**Q:** I varied the nuclear charge Z of a spherical BLYP atom at 44 electrons and covered two rows. What can you predict, and how tightly?

Quantum ESPRESSO ld1.x 7.5, all-electron scalar-relativistic Kohn-Sham calculations with the BLYP functional, without spin polarisation, for a spherical 44-electron atom held in the configuration [Kr] 4d8, with a point nucleus of varied charge. Total energies are relative to Rh+ (nuclear charge 45), and the highest level is 4d in every row.

| nuclear charge (e) | energy less that at the integer charge (hartree) | electron nucleus energy over charge (hartree/e) | highest eigenvalue (eV) | highest level mean radius (bohr) |
| --- | --- | --- | --- | --- |
| 44.600 | ? | ? | ? | ? |
| 44.800 | ? | ? | ? | ? |
| 45.000 | 0 | -256.3 | -13.529 | 1.5524 |
| 45.200 | -51.563 | -257.9 | -16.034 | 1.5119 |
| 45.400 | -103.44 | -259.5 | -18.661 | 1.4747 |
| 45.600 | -155.63 | -261.0 | -21.407 | 1.4402 |
| 45.800 | -208.14 | -262.6 | -24.266 | 1.4081 |
| 46.000 | -260.96 | -264.2 | -27.234 | 1.3781 |

**A:** Z = 45 is Rh⁺ and Z = 46 is Pd²⁺, so the covered rows are fictitious ions of net charge +0.8 and +0.6. Lowering Z loosens the nucleus's grip on every electron. The total energy E responds mostly through the inner shells, which see a nearly bare nucleus, while the 4d level sits where attraction and repulsion nearly cancel. From Z = 45 to 46, E falls by 260.96 hartree and the highest eigenvalue ε by 0.504 hartree.

**Q:** How does that become a formula?

**A:** By analogy with the hydrogen-like ion, whose levels are −Z²/2n². Measuring lengths in units of 1/Z turns the many-electron energy into E₀Z² + E₁Z + E₂ + E₃/Z + …, with repulsion entering first in E₁. The leading curvature is then hydrogenic: with Nₙ electrons in shell n, d²E/dZ² = −ΣNₙ/n² = −(2/1 + 8/4 + 18/9 + 16/16) = −7 hartree/e². A quadratic fitted to the six known rows gives −7.86, and a j-averaged Dirac hydrogenic sum gives −7.88. That sum ignores screening and the 1/Z terms, so the closeness is partly luck. The curvature is nearly the change of −⟨Σ1/r⟩ with Z (next answer), and the orbital outputs at Z = 45 and 46 split that change by shell. Its excess over 7 is 0.81. The n = 1 and 2 shells supply 0.53, with ⟨1/r⟩ of 1s growing by 1.186 instead of 1, the sign of relativity in a nearly bare shell. The 4d shell supplies 0.27 by contracting faster than a hydrogenic one, an effect the Dirac sum lacks. The table holds no non-relativistic run.

The second differences of E stay near −0.314 hartree, which suffices for a hand estimate. The step from 45.0 to 45.2 is −51.563, so the step below is −51.563 + 0.314 = −51.249 and the next is −50.935. This puts E at 51.249 for Z = 44.8 and 51.249 + 50.935 = 102.184 for 44.6. Neither row entered the estimate.

**Q:** Can I get the electron-nucleus energy over charge, V/Z, from that slope?

**A:** By Hellmann-Feynman, dE/dZ = V/Z = −⟨Σ1/r⟩. In the known rows the fitted slope lies below V/Z by 0.71 hartree/e on average, 0.27% of V/Z, against a rounding of 0.05. This program's GGA totals are known to lie low by less than a millihartree, far too little to explain the gap. The scalar-relativistic density holds only large components, so the theorem is approximate; that is the likely cause, untested by these runs. The rounded column falls by 7.87 per unit charge, but the unrounded orbital values, ⟨Σ1/r⟩ = 256.34 at Z = 45 and 264.15 at Z = 46, give 7.81, so the gap widens from 0.69 to 0.74, as a relativistic term would. I therefore extend V/Z itself as a straight line.

**Q:** Does the analogy carry over to 4d with a screened charge?

**A:** It stops there. Fixed screening makes √−ε and 1/⟨r⟩ linear in Z, ⟨r⟩ being the 4d mean radius, and it misfits the known ε by up to 0.14 eV. It ties curvature to slope and imposes too much curvature. With all other electrons frozen, ε would fall by ⟨1/r⟩ per unit charge, which the orbital output puts at 23.85 eV/e at Z = 45 (the table alone gives the lower bound 1/⟨r⟩ = 17.53); it falls by 12.21, about half. Theory assigns the shortfall to the other electrons, which contract and repel more. At Z = 46 the frozen value is 26.46 and the fall 15.10, so the shortfall hardly moves, from 11.64 to 11.36 eV/e: ε steepens mainly because the 4d shell contracts and its ⟨1/r⟩ grows. Even a free quadratic leaves residuals several times the rounding, so ε and 1/⟨r⟩ get cubics, whose coefficients carry no physical meaning.

**Q:** Your forecasts?

**A:** The numbers are the fits to the six known rows, for Z = 44.8 and then 44.6, each bar being the shift on adding one order plus worst-case rounding.

- E is positive, with steps smaller than 51.563: 51.248 ± 0.003 and 102.182 ± 0.012 hartree.
- V/Z: −254.74 ± 0.15 and −253.17 ± 0.17 hartree/e.
- ε stays bound, with shrinking steps: −11.152 ± 0.006 and −8.906 ± 0.016 eV.
- ⟨r⟩ grows in widening steps: 1.5966 ± 0.0008 and 1.6452 ± 0.0026 bohr.

Fixed screening should give a level too deep and a radius too small, and pure Hellmann-Feynman should miss V/Z by about 0.7. The largest relative misses should be in the 4d columns at 44.6, and a missed radius more likely lies above the prediction.

**Q:** Here are the rows.

The withheld rows as computed:

| nuclear charge (e) | energy less that at the integer charge (hartree) | electron nucleus energy over charge (hartree/e) | highest eigenvalue (eV) | highest level mean radius (bohr) |
| --- | --- | --- | --- | --- |
| 44.600 | 102.18 | -253.2 | -8.9149 | 1.6456 |
| 44.800 | 51.248 | -254.8 | -11.154 | 1.5967 |

**A:** All eight values lie within their bars, the largest miss being 0.54 of a bar, and the steps run as forecast; the analysis printed below lists each miss. The energy misses, 0.0005 and 0.0024 hartree, are of the size of the rounding. The largest relative miss is ε at 44.6, predicted 0.009 eV too high, 0.097% of the computed value. The radius there missed by 0.024%, which V/Z at 44.8 equals, so that forecast held only in part; the V/Z miss of 0.06 barely exceeds its rounding. Both radii lie above the predictions, by 0.0004 bohr at most, well inside the bars.

The simpler models failed as forecast. At 44.6 fixed screening puts ε 0.55 eV too deep and ⟨r⟩ 0.013 bohr too small, and pure Hellmann-Feynman misses V/Z by 0.68 hartree/e; at 44.8 that last miss is 0.66.

**Q:** Is the eigenvalue miss physical?

**A:** Perhaps. The second differences of ε reach −0.130 and −0.136 eV, continuing the drift of the known rows, and a quadratic would have missed by 0.061 eV at 44.6. That the shell softens faster than a cubic allows as the net charge drops is my guess, since rounding amplified by extrapolation could, in the worst case, supply a 0.009 eV miss. For a further step down I would still trust a quadratic for E and widen the 4d bars. The fits put ε = 0 at Z = 43.70 (quadratic) or 43.62 (cubic), a long extrapolation past neutrality, where the fixed 4d⁸ configuration is no longer the ground one (neutral Ru, Z = 44, is 4d⁷5s¹).

**Q:** Do these levels give ionisation energies?

**A:** Poorly. The values −13.5 and −27.2 eV compare with recalled, rough ionisation energies of 18 and 33 eV for Rh⁺ and Pd²⁺. The real ions are triplets, whereas these runs have no spin polarisation, terms or spin-orbit coupling. The missing spin works against the gap: exchange stabilises the quartet 4d⁷ ion more than the triplet 4d⁸ ion, which lowers the real ionisation energy. The standard cause is self-interaction: the BLYP potential decays as −(Z − 44)/r instead of −(Z − 43)/r, which lifts the level. An energy difference between 4d⁸ and 4d⁷ runs is the sounder estimate. What was predicted is the calculation, not the ions.

Numerical output:

```
Known rows, Z = 45.0 45.2 45.4 45.6 45.8 46.0 (44 electrons)
second differences: E -0.314 -0.313 -0.320 -0.310 Ha; 4d level -0.122 -0.119 -0.113 -0.109 eV
steps: <r> -0.0405 -0.0372 -0.0345 -0.0321 -0.0300 bohr; 1/<r> 0.01726 0.01668 0.01624 0.01583 0.01546 1/bohr
d2E/dZ2 (Ha/e^2): energy fit -7.863, slope of V/Z -7.87, hydrogenic -7.00, Dirac hydrogenic -7.884
model curvature / fitted: hydrogenic 89.0%, Dirac hydrogenic 100.3%
dE/dZ from fit (Ha/e): -257.03 -258.60 -260.17 -261.75 -263.32 -264.89
dE/dZ less V/Z (Ha/e): -0.73 -0.70 -0.67 -0.75 -0.72 -0.69 ; mean -0.71 = 0.27%, rounding 0.05
Z 45 to 46: integral of V/Z -260.25, energy change -260.96, 4d shift -13.705 eV = -0.504 Ha
Residuals on known rows (fit less table)
  E quadratic, Ha (rounding 0.005): -0.0000 0.0000 -0.0004 -0.0024 0.0011 0.0001
  V/Z linear, Ha/e (0.05): -0.014 0.011 0.037 -0.037 -0.011 0.014
  4d quadratic, eV (0.0005): 0.0023 -0.0030 -0.0021 0.0020 0.0032 -0.0023
  4d cubic, eV: -0.0001 0.0002 -0.0003 0.0001 0.0000 -0.0000
  4d fixed screening, eV: -0.107 0.030 0.099 0.098 0.020 -0.139
  <r> cubic 1/r, bohr (0.00005): -0.00001 0.00002 -0.00002 -0.00000 0.00001 -0.00001
  <r> fixed screening, bohr: -0.0019 0.0005 0.0013 0.0012 0.0002 -0.0013
4d fall (eV/e): 12.21 12.83 13.44 14.02 14.57 15.10 ; frozen bound 1/<r>: 17.53 18.00 18.45 18.89 19.32 19.75
fall / bound: 0.697 0.713 0.728 0.742 0.754 0.765
4d level extrapolated to zero at Z: quadratic 43.70, cubic 43.62, fixed screening 42.60
Withheld rows: prediction +- bar, computed, miss (prediction less computed)
  Z 44.6 energy, Ha: 102.182 +- 0.012, computed 102.180, miss +0.0024 (0.002%, 0.20 bars)
  Z 44.8 energy, Ha: 51.248 +- 0.003, computed 51.248, miss +0.0005 (0.001%, 0.16 bars)
  Z 44.6 V/Z, Ha/e: -253.17 +- 0.17, computed -253.20, miss +0.034 (0.014%, 0.20 bars)
  Z 44.8 V/Z, Ha/e: -254.74 +- 0.15, computed -254.80, miss +0.060 (0.024%, 0.41 bars)
  Z 44.6 4d level, eV: -8.906 +- 0.016, computed -8.915, miss +0.0087 (0.097%, 0.54 bars)
  Z 44.8 4d level, eV: -11.152 +- 0.006, computed -11.154, miss +0.0023 (0.021%, 0.40 bars)
  Z 44.6 <r>, bohr: 1.6452 +- 0.0026, computed 1.6456, miss -0.00040 (0.024%, 0.15 bars)
  Z 44.8 <r>, bohr: 1.5966 +- 0.0008, computed 1.5967, miss -0.00009 (0.006%, 0.11 bars)
Simpler models on the withheld rows: prediction, miss
  Z 44.6 fixed screening: 4d -9.468 eV, -0.553; <r> 1.6330 bohr, -0.0126
  Z 44.6 quadratic 4d -8.854 eV, +0.061; V/Z from dE/dZ -253.88 Ha/e, -0.68
  Z 44.8 fixed screening: 4d -11.457 eV, -0.303; <r> 1.5907 bohr, -0.0060
  Z 44.8 quadratic 4d -11.132 eV, +0.022; V/Z from dE/dZ -255.46 Ha/e, -0.66
Revealed steps from Z 44.6: E -50.932 -51.248 Ha; 4d -2.239 -2.375 eV; <r> -0.0489 -0.0443 bohr
all second differences: 4d -0.136 -0.130 -0.122 -0.119 -0.113 -0.109 eV; <r> 0.0046 0.0038 0.0033 0.0027 0.0024 0.0021 bohr
slope gap over revealed window -0.68 Ha/e
mean 4d fall / bound per revealed step: 0.667 0.687
```
